Question

I am estimating the depth of the fluctuating potentials in Cu-poor CuGaSe2 and CuInSe2 at low temperature. I get about 10 meV, and it does not depend on the degree of compensation. Is that plausible?

Answer

It is not. I first write out the usual route to that number, which is wrong, and then repair it.

Conventions: p-type crystal, T → 0, singly charged acceptors (N_A) and donors (N_D) at random, uncorrelated sites. N = N_A + N_D, K = N_D/N_A. All impurities count as fixed charges, and the p = N_A − N_D holes, bound to acceptors but free to redistribute among them, do the screening. u = e²/(4πε₀κ). The sign ~ marks an estimate with the prefactor set to one; its two-figure values only serve to compare lines.

Inputs: typical static κ ≈ 11 (CuGaSe2) and ≈ 13.6 (CuInSe2), so u = 0.131 and 0.106 eV nm. Illustrative N = 10²⁴ m⁻³ and p = 10²² m⁻³, so N_A = 5.05×10²³ m⁻³, N_D = 4.95×10²³ m⁻³, K = 0.980. Typical acceptor binding energies E_A of about 60 and 40 meV give radii a = u/(2E_A) = 1.1 and 1.3 nm. For CuGaSe2 N_A a³ = 7×10⁻⁴, so the doping is light.

The wrong attempt (do not use)

W1. A cube of side R has a random excess charge e(NR³)^(1/2).
W2. Its excess charge density e(N/R³)^(1/2) falls with R, so large regions average out and the smallest scale sets the potential.
W3. That scale is the spacing R₀ = N^(−1/3) = 10 nm.
W4. γ_wrong ~ u/R₀ = uN^(1/3) = 13 meV (CuGaSe2), 11 meV (CuInSe2).

The symptom

W4 contains no p: removing every screening hole at fixed N would change nothing. Test it on a 100 nm cube. It holds 1000 impurities, an excess of about 32 charges, and on average 10 holes. Unscreened, 32 charges over 100 nm give 41 meV in CuGaSe2, three times W4, and if the excess is positive, expelling all 10 holes cannot cancel it.

The faulty line

W2. The density does fall as R^(−3/2), but the potential is charge over distance:

γ(R) ~ u(NR³)^(1/2)/R = u(NR)^(1/2).

It grows as R^(1/2). Exactly, for Poisson-distributed charges within a distance R of a point, the variance of the potential energy is

⟨V²⟩ = N ∫₀^R (u/r)² 4πr² dr = 4πNu²R.

The shell from R/2 to R supplies half of it, the next octave inward a quarter, and so on. The largest unscreened scale dominates.

The mended calculation

This is the nonlinear screening argument of Shklovskii and Efros. A region with excess positive charge can at most lose all its holes, pR³. That grows faster than (NR³)^(1/2), so large regions are neutralised and small ones are not. The boundary is

(NR_s³)^(1/2) = pR_s³, so R_s = N^(1/3)/p^(2/3),

γ_s = γ(R_s) ~ uN^(2/3)/p^(1/3).

With ε_A = u(4πN_A/3)^(1/3), N = N_A(1+K) and p = N_A(1−K),

γ_s ~ ε_A (3/4π)^(1/3) (1+K)^(2/3) (1−K)^(−1/3),

which tends to 0.98 ε_A(1−K)^(−1/3) as K → 1. Here R_s = 0.22 µm, the excess charge at that scale is N/p = 100, and γ_s ~ 61 meV (CuGaSe2), 49 meV (CuInSe2).

As p → 0 the growth stops when the bands bend by Eg/2 from a midgap Fermi level, because electron and hole puddles then appear and screen. Setting γ(R_g) = Eg/2,

R_g ~ Eg²/(4u²N) = Eg²(4πε₀κ)²/(4Ne⁴).

With Eg = 1.67 eV for CuGaSe2 (compiled value, Ghosh 2024) and approximately 1.04 eV for CuInSe2, R_g ~ 41 and 24 µm. This cutoff replaces R_s below p ~ N²(2u/Eg)³ = 4×10¹⁸ and 8×10¹⁸ m⁻³, far below our p.

Size of the error

γ_s/γ_wrong = (R_s/R₀)^(1/2) = (N/p)^(1/3) = 4.6 for both compounds, with the length scale too short by a factor of 22. This ratio is unchanged if spheres replace cubes throughout. At full compensation in a bulk crystal, W4 stands against Eg/2 = 835 and 520 meV, too small by factors of 64 and 49 (unrounded W4).

Limits

Prefactors: counting charges in a sphere and using the exact variance with a sharp cutoff gives an rms of 2.8 γ_s and divides R_g by 4π, to 3.2 and 1.9 µm. That is comparable to or above a typical 2 µm film thickness, so on a metal contact the thickness competes with R_g as the cutoff.

Close pairs: the few holes sit on acceptors that have an ionised acceptor nearby. Equating the density of acceptor pairs closer than r, (2π/3)N_A²r³, to p gives r = 2.7 nm and an extra binding u/r = 2^(−1/3) ε_A(1−K)^(−1/3) = 49 and 40 meV. This shift of the Fermi level rivals γ_s and scales the same way; it is rough, since r is only about twice a. W4 misses it too.

Temperature and correlation: at 300 K, k_BT = 26 meV is not small against γ_s. Neutral defect complexes drop out of N.

The 61 and 49 meV are the model's numbers, good to a factor of about three. N and p were chosen so that γ_s lies in the range of a few tens of meV typically inferred from low-temperature luminescence of Cu-poor films, so no agreement is claimed; photocarriers add screening there and lower the apparent depth.